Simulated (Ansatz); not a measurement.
## Mg2Zn: energy above lowest point as volume scale varies

Results calculated with Ansatz 0.2.0, not measured. Free energy against uniform scaling of the volume at fixed shape and fractions; periodic cell, basis, potentials, k mesh and filling as listed.

The cell before it is scaled or strained (space group P-3m1, No. 164):
```
CELL_PARAMETERS angstrom
3.05400 0.00000 0.00000
-1.52700 2.64480 0.00000
0.00000 0.00000 15.00220
ATOMIC_POSITIONS crystal
Mg 0.66667 0.33333 0.77578
Mg 0.33333 0.66667 0.59138
Mg 0.66667 0.33333 0.40862
Mg 0.33333 0.66667 0.22422
Zn 0.33333 0.66667 0.93124
Zn 0.66667 0.33333 0.06876
```

Settings of every row: functional PBEsol; dispersion none; potentials PAW; wave cutoff 510 eV; density cutoff 2040 eV; k mesh 9x9x2; k shift 0x0x0; occupations cold; smearing width 0.15 eV; spin none.

Limits: coarse k mesh, up to 40 meV an atom off; the cell comes from a prototype or a list of computed structures and needn't be the stable phase.

```csv
row,volume scale,V (Å³/atom),energy above lowest point (meV/atom)
1,0.94,18.984,1.8
2,0.96,19.388,0
3,0.98,19.792,0.7
4,1,20.196,?
5,1.02,20.6,8.4
6,1.04,21.004,14.9
7,1.06,21.408,23.1
```

Question: what energy above lowest point should row 4 give?

Worked fit of energy above lowest point. Take u = (V_r/V)^(2/3) − 1 with V_r = 20.196 Å³ an atom, which is twice the finite (Eulerian) strain; such expansions in the strain, on which the Birch-Murnaghan equation of state is built, carry the rest volume and the bulk modulus. The shown rows have u = 0.04212, 0.02759, 0.01356, -0.01312, -0.02581, -0.03811. Least squares give energy above lowest point = 3.55 − 289.3 × u + 5871 × u² meV/atom; a straight line predicts inner rows, each left out in turn, worse (root mean square 3.5 against 0.049 meV/atom). All shown rows lie on it to the printed digit. Its lowest point lies at u = 0.0246, or V = 19.47 Å³ an atom, and the curvature there gives the bulk modulus at fixed shape and fractions, B = (4/9)(1 + u)² E″(u)/V = 45.1 GPa. Letting shape and atoms relax would as a rule lower it, by much in layered, chain or molecular crystals. The withheld row has u = 0, so the fit gives 3.55 − 289.3 × (0) + 5871 × (0)² = 3.5 meV/atom.

The calculation gave 3.5 meV/atom. The fit meets it to the printed digit.
